Count the doubly filled valence orbitals before and after the atoms join. A free silicon atom has one, its 3s orbital, and a hydrogen atom has none. Triplet SiH2 has two, which together hold the two Si–H bonds, and two further electrons with parallel spins sit alone in their orbitals. Forming the molecule therefore creates one new close pair of electrons, and the energy that such a pair gains by avoiding each other, its correlation energy, is of the order of 1 eV or 100 kJ/mol.

This count helps to estimate how far a calculation without correlation falls short of an exact one in the same basis. If every filled orbital contributes equally, half of the molecule's correlation energy was already there in the silicon atom, and the other half strengthens the binding:

gain in atomization energy ≈ (2 − 1)/2 × correlation energy of the molecule

The molecule's correlation energy in these calculations is about 1.4 eV, or 137 kJ/mol, so the estimate is 68 kJ/mol. The computed gain is the step from RHF, the restricted mean-field level, to FCI, which solves the problem of the six valence electrons exactly within the chosen basis. It is 74.5 kJ/mol.

Ansatz 0.2.0, wave-function and density-functional levels as listed, for neutral triplet SiH2 in the 6-31G basis at the MP2(full)/6-31G* geometry. Only electrons outside the noble-gas cores are correlated in the wave-function methods, and relativity is left out. In the HF, MP2 and coupled-cluster rows, R means restricted open-shell and U unrestricted orbitals.

```
             level  computed less measured atomization energy (kJ/mol)  rough wall time (s)
               RHF                                             -177.80                  n/a
               UHF                                             -174.80                  0.1
              RMP2                                             -123.00                  n/a
              UMP2                                             -122.00                  n/a
              CISD                                             -106.90                  0.2
             RCCSD                                             -104.90                  n/a
             UCCSD                                             -104.90                  n/a
          RCCSD(T)                                             -103.90                  0.2
          UCCSD(T)                                             -103.90                  0.2
           BCCD(T)                                             -103.90                  0.3
            RCCSDT                                             -103.40                  n/a
            UCCSDT                                             -103.40                  n/a
            CISDTQ                                             -103.40                  0.4
         RCCSDT(Q)                                             -103.30                    1
         UCCSDT(Q)                                             -103.30                    1
           RCCSDTQ                                             -103.30                    6
           UCCSDTQ                                             -103.30                    6
    CASSCF valence                                             -119.80                  n/a
    NEVPT2 valence                                             -106.40                  0.3
NEVPT4(SD) valence                                             -103.80                  0.5
    MRCISD valence                                             -104.20                  n/a
  MRCISD+Q valence                                             -103.90                  0.5
               FCI                                             -103.30                  0.5
               PBE                                              -33.60                  0.3
              BLYP                                              -41.90                  0.3
            r2SCAN                                              -12.70                  0.6
              PBE0                                              -38.90                  0.3
             B3LYP                                              -37.20                  0.3
           wB97M-V                                              -38.90                  0.9
            B2PLYP                                              -65.80                  0.3
           RPA-PBE                                             -139.10                  0.3
```

Nothing was fitted in this estimate, but the molecule's correlation energy was taken from the calculation, so only its division between molecule and atoms is tested. A different count, over all valence pairs of opposite spin, gives eight in the molecule and three in the atom, and hence a gain of 85 kJ/mol. The computed value lies between the two, whether the gain is counted from RHF or from its unrestricted form, UHF. For the smaller gain at the MP2 level it does so again, but there the second count comes closer. Counting pairs thus gives the size of the effect and not its details, because the pairs are not all alike; the printed output after this text has both comparisons.

The estimate accounts for the first of two failures in the table, the one that a better treatment of correlation repairs. MP2, the simplest correction, takes each pair of electrons in a field of otherwise uncorrelated ones and recovers about three quarters of the gain. CISD allows one or two electrons at a time to leave their orbitals and ends 3.6 kJ/mol below FCI. Coupled cluster with singles and doubles, CCSD, also includes two pairs being excited at the same time, and its distance is 1.6 kJ/mol. With the triple excitations of CCSD(T) it shrinks to 0.6 kJ/mol.

The second failure shows where this ladder ends. FCI still lies 103.3 kJ/mol below the measured atomization energy, which is about a fifth of the whole and more than everything gained on the way up from RHF. FCI leaves nothing to improve in the treatment of the valence electrons within this basis. The remainder must come from what all these wave-function calculations share.

The numbers give this failure away by a simple pattern: good methods agree with one another and disagree with the measurement. CCSD(T), full CCSDT and the multireference level MRCISD+Q reach the same plateau by different routes, to within 1 kJ/mol of FCI. A molecule that a single determinant describes badly would tend to drive these routes apart. The plateau also lets the miss of any level be split into two parts, as for restricted MP2:

−123.0 = −19.7 − 103.3 kJ/mol

The first part belongs to MP2 and the second to the conditions under which it was used. Most of what looks like a failure of MP2 is therefore not its own.

The main suspect among those conditions is the basis. 6-31G offers s and p functions on silicon and only s functions on hydrogen. For the free atoms this is nearly the right set of shapes: the electron of a hydrogen atom is spherical, and the valence electrons of silicon occupy s and p orbitals. In the molecule the charge around hydrogen is pulled towards the bond, which takes p functions to describe, and the charge around silicon is distorted in a way that takes d functions. The molecule is thus described less well than its atoms, its energy comes out too high relative to theirs, and the binding is too weak.

Correlation suffers from the same lack. Two electrons in a bond lower their repulsion partly by keeping to opposite sides of the bond axis, and a wave function built from orbitals alone can express this only through empty ones of suitable shape. On hydrogen the basis has none. FCI makes the best possible use of the orbitals it is given, but it cannot add a shape that is absent from all of them. The silicon atom is better off, since its 3s pair can use the empty 3p orbital for the same purpose, so the loss does not cancel when the energies are subtracted.

That these polarisation functions account for most of the remainder is an argument from theory, since every row uses the same basis. Frozen cores, relativity and the fixed geometry enter the remainder too, though their usual size in such a light molecule is far smaller. The direct test is to keep the level and enlarge the basis. If the argument holds, the plateau moves towards the measured value while the distances between the good methods stay small.

The density functionals seem to contradict this picture. PBE, BLYP, r2SCAN, PBE0, B3LYP and wB97M-V all come closer to the measurement than FCI does, r2SCAN to within 13 kJ/mol. They obtain all or nearly all of their correlation energy from the electron density, without building it from empty orbitals, and so they lose less in a small basis. They still need polarisation functions for the shape of the density, and an error of the functional can offset what the basis leaves out. Their lead over FCI is thus no sign of a better theory. B2PLYP, which takes part of its correlation from an MP2 term, falls between these six functionals and FCI, as the argument suggests. RPA-PBE, which builds all of its correlation from empty orbitals, even ends 35.8 kJ/mol below FCI, but it is known to bind too weakly in large basis sets as well, so the basis is only part of its miss.

The same reasoning carries over to other molecules. An error that arises when bonds form tends to grow with the number of new bonds, and it cancels largely in a reaction that keeps their number and kind. This matters for silicon films grown from silane, where SiH2 is an intermediate, though mostly in its singlet ground state. The shortfall found here is about 52 kJ/mol per Si–H bond, and if it did not cancel, it would change an equilibrium constant at 900 K by a factor of about a thousand. Going from CCSD(T) to FCI in the same basis would leave that factor almost untouched.

Numerical output:

```
FCI atomization energy in 6-31G, kJ/mol: 443.6
FCI shortfall, percent of the measured value: 18.89
FCI shortfall per Si-H bond, kJ/mol: 51.65
factor exp(E/kT) at 900 K for the shortfall of one bond: 994.6
gain from RHF to FCI, kJ/mol: 74.5
gain from UHF to FCI, kJ/mol: 71.5
FCI shortfall over gain from RHF to FCI, ratio: 1.387
part of the RHF miss left at FCI, percent: 58.1
RMP2 below FCI, kJ/mol: 19.7
CISD below FCI, kJ/mol: 3.6
RCCSD below FCI, kJ/mol: 1.6
RCCSD(T) below FCI, kJ/mol: 0.6
RCCSDT below FCI, kJ/mol: 0.1
CASSCF below FCI, kJ/mol: 16.5
NEVPT2 below FCI, kJ/mol: 3.1
MRCISD+Q below FCI, kJ/mol: 0.6
RMP2 share of the gain from RHF to FCI, percent: 73.56
UHF above RHF in the table, kJ/mol: 3
lowest of the six functionals PBE to wB97M-V above FCI, kJ/mol: 61.4
highest of these six functionals above FCI, kJ/mol: 90.6
B2PLYP above FCI, kJ/mol: 37.5
RPA-PBE below FCI, kJ/mol: 35.8
filled-orbital count, gain from RHF to FCI, kJ/mol: 68.27
opposite-spin count, gain from RHF to FCI, kJ/mol: 85.34
filled-orbital count, gain from UHF to FCI, kJ/mol: 66.75
opposite-spin count, gain from UHF to FCI, kJ/mol: 83.44
computed gain from RHF to RMP2, kJ/mol: 54.8
filled-orbital count, gain from RHF to RMP2, kJ/mol: 46.53
opposite-spin count, gain from RHF to RMP2, kJ/mol: 58.16
```
